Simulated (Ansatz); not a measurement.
# HfC: the change of pressure with volume per atom

Periodic Kohn-Sham DFT of a crystal at fixed atoms; pressure and stress are positive in compression; the energy is the free energy less that of spherical unpolarised free atoms; site moments are those in the method's own spheres, positive along +z. The results are calculated, by Ansatz 0.2.0.

Cell of the first row (space group Fm-3m, No. 225):
```
HfC
1.0
      0.0000     2.2775     2.2775
      2.2775     0.0000     2.2775
      2.2775     2.2775     0.0000
Hf C
1 1
Direct
  0.50000 0.50000 0.50000
  0.00000 0.00000 0.00000
```

Settings of every row: method all-electron PAW; functional LDA; relativity scalar; k mesh 12x12x12; filling fermi-dirac; smearing width 0.05 eV; nucleus gaussian.

Atom start moment: 0 on all atoms.

Limits: no spin-orbit coupling on heavy atoms.

```csv
row,volume per atom (Å³),pressure (GPa)
1,11.814,3.269
2,12.065,-2.272
3,12.317,-7.271
4,12.442,-9.582
5,12.568,?
6,12.694,-13.86
7,12.819,-15.838
8,13.071,-19.497
9,13.322,-22.791
```

Question: what pressure should row 5 give?

Worked fit of pressure. Take u = (V_r/V)^(2/3) − 1 with V_r = 12.568 Å³ an atom, which is twice the finite (Eulerian) strain; such expansions in the strain, on which the Birch-Murnaghan equation of state is built, carry the rest volume and the bulk modulus. The shown rows have u = 0.04211, 0.0276, 0.01354, 0.00674, -0.00663, -0.0131, -0.02582, -0.0381. Least squares give pressure = −11.7771 + 321.281 × u + 850.92 × u² GPa; a straight line predicts inner rows, each left out in turn, worse (root mean square 0.43 against 0.01 GPa). The rows lie off it by 0.008, -0.010, 0.000, -0.009, 0.010, 0.002, 0.008, -0.008 (root mean square 0.0077 GPa). The pressure vanishes at u = 0.0337, or V = 11.96 Å³ an atom, and there the bulk modulus at fixed shape and fractions is B = −V dP/dV = (2/3)(1 + u) dP/du = 261 GPa. The withheld row has u = 0, so the fit gives −11.7771 + 321.281 × (0) + 850.92 × (0)² = -11.777 GPa.

The calculation gave -11.777 GPa. The fit meets it to the printed digit.
